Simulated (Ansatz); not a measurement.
# W: energy above lowest point and pressure against volume per atom

Equation of state of a cubic crystal from periodic Kohn-Sham density functional theory without spin; pressure corrected for the finite basis. The results are calculated, by Ansatz 0.2.0 development build.

Cell of the first row (space group Im-3m, No. 229):
```
CELL_PARAMETERS angstrom
-1.55970 1.55970 1.55970
1.55970 -1.55970 1.55970
1.55970 1.55970 -1.55970
ATOMIC_POSITIONS crystal
W 0.00000 0.00000 0.00000
```

Settings of every row: formula W; structure type bcc; functional PBE; spin treatment none; k mesh 24x24x24; occupation method fermi-dirac; occupation width 0.061225619 eV; wave cutoff 420 eV; datasets soft-1 PAW; density cutoff ratio 4.

Limits: modest k-mesh, values are not fully converged in k; no spin-orbit coupling, which can matter with elements this heavy.

```
row  volume per atom (Å³)  energy above lowest point (meV/atom)  pressure (GPa)
  1                15.178                                     ?               ?
  2                15.501                                 25.42          13.249
  3                15.824                                  5.95           6.192
  4                16.147                                     0          -0.179
  5                 16.47                                  6.26          -5.928
  6                16.793                                 23.52         -11.113
  7                17.116                                 50.71         -15.785
```

Question: what energy above lowest point and pressure should row 1 give?

Worked fit of energy above lowest point. Take u = (V_r/V)^(2/3) − 1 with V_r = 16.308 Å³ an atom, which is twice the finite (Eulerian) strain; such expansions in the strain, on which the Birch-Murnaghan equation of state is built, carry the rest volume and the bulk modulus. The shown rows have u = 0.03441, 0.02029, 0.00664, -0.00657, -0.01935, -0.03172. Least squares give energy above lowest point = 1.671 − 476.03 × u + 33808.1 × u² + 2430 × u³ meV/atom; a parabola predicts inner rows, each left out in turn, worse (root mean square 0.029 against 0.0045 meV/atom). All shown rows lie on it to the printed digit. Its lowest point lies at u = 0.0070, or V = 16.14 Å³ an atom, and the curvature there gives the bulk modulus at fixed shape and fractions, B = (4/9)(1 + u)² E″(u)/V = 303 GPa. The withheld row has u = 0.04904, so the fit gives 1.671 − 476.03 × (0.04904) + 33808.1 × (0.04904)² + 2430 × (0.04904)³ = 59.92 meV/atom.

The calculation gave 59.88 meV/atom. The fit lies 0.04 meV/atom (0.067 % of the column's range) above it; its largest miss of a shown row is 0.00 meV/atom. This row lies beyond the range of the fit.

Worked fit of pressure. Take u = (V_r/V)^(2/3) − 1 with V_r = 16.308 Å³ an atom, which is twice the finite (Eulerian) strain; such expansions in the strain, on which the Birch-Murnaghan equation of state is built, carry the rest volume and the bulk modulus. The shown rows have u = 0.03441, 0.02029, 0.00664, -0.00657, -0.01935, -0.03172. Least squares give pressure = −3.1189 + 435.183 × u + 1152.92 × u² + 693.1 × u³ GPa; a parabola predicts inner rows, each left out in turn, worse (root mean square 0.0082 against 0.0011 GPa). The rows lie off it by 0.000, 0.001, -0.001, 0.000, 0.000, 0.000. The pressure vanishes at u = 0.0070, or V = 16.14 Å³ an atom, and there the bulk modulus at fixed shape and fractions is B = −V dP/dV = (2/3)(1 + u) dP/du = 303 GPa. The withheld row has u = 0.04904, so the fit gives −3.1189 + 435.183 × (0.04904) + 1152.92 × (0.04904)² + 693.1 × (0.04904)³ = 21.077 GPa.

The calculation gave 21.072 GPa. The fit lies 0.005 GPa (0.014 % of the column's range) above it; its largest miss of a shown row is 0.001 GPa. This row lies beyond the range of the fit.
